Q: If I compute the same CoSi crystal with six density functionals, how far apart are the answers?

A: About 2% in the cube edge, 7% in the volume and 25% in the bulk modulus, the resistance to uniform compression. A small disagreement about length thus becomes a large one about stiffness.

GPAW 26.7.0, collinear plane-wave PAW DFT for CoSi (P2₁3, 8 atoms, given cell 10.93 Å³/atom): 600 eV cutoff, 4×4×4 k mesh, Fermi-Dirac smearing of 0.05 eV, no added dispersion correction. Equilibrium values and bulk moduli are from fits to energies at seven volumes, 0.94 to 1.06 times the given cell, with shape and fractional positions fixed.

```
functional                                           potentials  equilibrium volume (Å³/atom)  equilibrium volume change (% of the given cell)  bulk modulus (GPa)  bulk modulus slope
       PBE                 GPAW-PAW-data-sets-(gpaw-data-1.2.1)                        11.004                                            0.710              224.50               4.330
    PBEsol  PAW-data-sets-made-by gpaw-setup-for-the-functional                        10.688                                           -2.180              243.50               4.400
      BLYP  PAW-data-sets-made-by gpaw-setup-for-the-functional                        11.457                                            4.860              194.50               4.200
      BP86  PAW-data-sets-made-by gpaw-setup-for-the-functional                        11.055                                            1.180              218.60               4.310
      OLYP  PAW-data-sets-made-by gpaw-setup-for-the-functional                        10.873                                           -0.490              228.10               4.360
optPBE-vdW                 GPAW-PAW-data-sets-(gpaw-data-1.2.1)                        11.302                                            3.440              208.60               4.060
```

PBEsol gives the smallest and stiffest crystal, BLYP the largest and softest. In between, the bulk modulus falls at every step as the equilibrium volume rises. All six runs started with magnetic cobalt atoms and lost their net moment at every volume, so a change of magnetisation is not what separates the rows.

Q: PBE and PBEsol have nearly the same name. Why does PBEsol make the cell smaller?

A: They have the same mathematical form but respond differently to how rapidly the electron density varies in space. When a crystal expands, the density between the atoms thins out and becomes more uneven relative to its local value. Functionals of this family lower the exchange energy where the density is uneven, so they reward expansion. PBEsol has a weaker exchange reward, about half that of PBE for slowly varying densities, and it favours a tighter cell.

The table shows the result, a volume 2.9% smaller than with PBE. The reason is an argument from theory, because the energy was not split into its parts. The two rows also use differently made atomic potentials, and the effect of that choice was not tested.

Q: BLYP gives the largest cell. Is its LYP correlation to blame?

A: Not by itself. OLYP keeps the LYP correlation and changes only the exchange, and the volume drops by 5.1%. It even ends up below that of PBE. BP86 keeps the exchange of BLYP and changes only the correlation, and the volume drops by 3.5%. The large cell therefore belongs to the combination, and replacing either half removes much of the excess.

Theory offers a reason for each half. The exchange in OLYP responds less to weak density gradients, so it should reward expansion less. LYP was built from the helium atom and gives too little correlation energy in a uniform electron gas, whereas the correlation in BP86 starts from that gas. In a crystal whose valence electrons are shared among many atoms, this lack can plausibly weaken the binding, but the table cannot confirm it.

Q: optPBE-vdW includes van der Waals attraction. Should it not pull the atoms closer than PBE does?

A: It would be natural to think so if the attraction were simply added to PBE, but that is not how this functional is made. It replaces the correlation of PBE by a different construction with a nonlocal part, and it changes the exchange as well. The volume reflects the whole package and comes out 2.7% larger than with PBE.

Adding a separate dispersion correction to PBE would be a different change of setting. It would normally contract the cell, because the added attraction grows as the atoms approach. No row here tells us by how much.

Q: Why is the crystal with the largest cell also the softest?

A: Mostly because its atoms are farther apart. Pushing atoms together makes the repulsion between their overlapping electron clouds rise steeply, so any one functional gives a stiffer crystal when it is compressed. Each functional is judged at its own equilibrium volume, and those that choose a large cell are judged where the crystal is looser.

This can be put into a simple model. Let B be the bulk modulus at volume V and P the pressure. B₀ and V₀ are the bulk modulus and volume at equilibrium, and B₀′ is the bulk modulus slope, the rate at which B rises with pressure. If that rate stays constant, then

B = −V dP/dV and dB/dP = B₀′

together give

dB/B = −B₀′ dV/V, so B(V) = B₀ (V₀/V)^B₀′

For BLYP the equilibrium volume is 4.86% above that of the given cell, which is the common starting structure. Compressing it to the given cell yields

B = 194.5 GPa × 1.0486^4.200 ≈ 237 GPa

The three constants come from the fit to BLYP's own energies, and no further constant is adjusted. The pressures computed in the same run give about 236 GPa. The given cell lies inside the range of volumes used for the fit, so this agreement is a check of consistency and not a forecast.

Q: What remains of the trend if all six functionals are compared at that common volume?

A: The spread in bulk modulus shrinks from 49 to about 18 GPa, and the order is broadly reversed. PBEsol, the stiffest at its own volume, becomes the softest, while BLYP and optPBE-vdW move to the stiff end. Cell size therefore more than accounts for the original trend. The output printed below gives this comparison row by row.

The pressures explain what the functionals are doing. At equal volume, BLYP pushes outward by roughly 15 GPa more than PBEsol. This difference changes little, from about 14 GPa at the largest volume studied to 16 GPa at the smallest. Going from PBEsol to BLYP thus acts much like adding a nearly constant outward pressure to the same crystal.

That picture also gives the size of the volume change. Dividing 15 GPa by a bulk modulus of about 220 GPa gives 7%, close to the difference between the two equilibrium volumes. The slight growth of the extra push under compression is what leaves BLYP a little stiffer than PBEsol at the same volume. For a neighbouring compound the same reasoning says that a softer crystal expands more under a given push, but the size of the push would have to be computed afresh.

Q: Which digits would you trust?

A: I would trust differences between volumes more than the volumes themselves. In the five rows with computed pressures, the pressure vanishes at a volume 0.03 to 0.04 Å³ per atom below the energy minimum. This is the usual sign of a finite plane-wave basis, which adds a false inward pull to the stress. Since the shift is nearly the same in these rows, even the gap of 0.051 Å³ per atom between PBE and BP86 keeps its order when the volumes are read from the pressures instead. This does not test the k mesh or the differently made potentials of those two rows, so I would not build an argument on so small a gap.

The bulk modulus deserves more caution. Near the minimum, pressures and energy fit agree within 1% for four rows, but for BLYP the pressures give a value about 3% lower. That gap is not special to BLYP. At the same large volumes, the pressures of the other four rows fall below their own fits by nearly as much. BLYP has its minimum in that region, with only one computed volume beyond it to support the fit. BLYP remains the softest either way. For optPBE-vdW there are no pressures to make this check, and I would not interpret small differences in the bulk modulus slope in any row.

Q: Suppose I need a stiffness for a design calculation. Which row should I take?

A: The table alone cannot decide, because it contains no measured volume or bulk modulus. The given cell is only a common starting point, so a small volume change from it is no proof of accuracy. A measured lattice constant would be the first thing to compare with, after allowing for thermal expansion and zero-point motion, which these calculations leave out.

Whichever functional you choose, state the volume at which the stiffness was evaluated. Taking the cell from one functional and the bulk modulus from another mixes two different states of compression. Remember also that the atoms kept their fractional positions while the cell was scaled, although the symmetry of CoSi leaves them some freedom to move. Letting them relax would normally make the crystal somewhat softer, by an amount that these runs do not give.

The analysis program printed:

```
Size and stiffness:
         row  volume against PBE in %  B at own volume in GPa  B at given volume from fit in GPa  B at given volume from pressures in GPa (0 is none)
         PBE                        0                   224.5                              231.5                                                230.8
      PBEsol                   -2.872                   243.5                                221                                                220.3
        BLYP                    4.117                   194.5                              237.4                                                235.5
        BP86                   0.4635                   218.6                              229.9                                                229.1
        OLYP                    -1.19                   228.1                              223.3                                                222.4
  optPBE-vdW                    2.708                   208.6                              239.3                                                    0
Trust in the digits:
         row  fitted volume less zero-stress volume in A3 per atom (0 is none)  B from pressures against fit near minimum in % (0 is none)
         PBE                                                           0.03618                                                     -0.5421
      PBEsol                                                           0.03299                                                     0.08959
        BLYP                                                            0.0325                                                      -2.887
        BP86                                                            0.0354                                                     -0.5841
        OLYP                                                           0.03956                                                     -0.4817
  optPBE-vdW                                                                 0                                                           0
Largest less smallest volume in A3 per atom: 0.769
Largest against smallest volume in %: 7.195
Largest against smallest cube edge in %: 2.343
PBE to PBEsol, volume change in %: -2.872
BLYP to OLYP (exchange only), volume change in %: -5.097
BLYP to BP86 (correlation only), volume change in %: -3.509
PBE to optPBE-vdW, volume change in %: 2.708
BP86 less PBE volume in A3 per atom: 0.051
Spread of B at own volumes in GPa: 49
Largest against smallest B at own volumes in %: 25.19
Spread of B at given volume from fit, six rows, in GPa: 18.31
Spread of B at given volume from pressures, five rows, in GPa: 15.24
Smallest stress offset in A3 per atom: 0.0325
Largest stress offset in A3 per atom: 0.03956
```
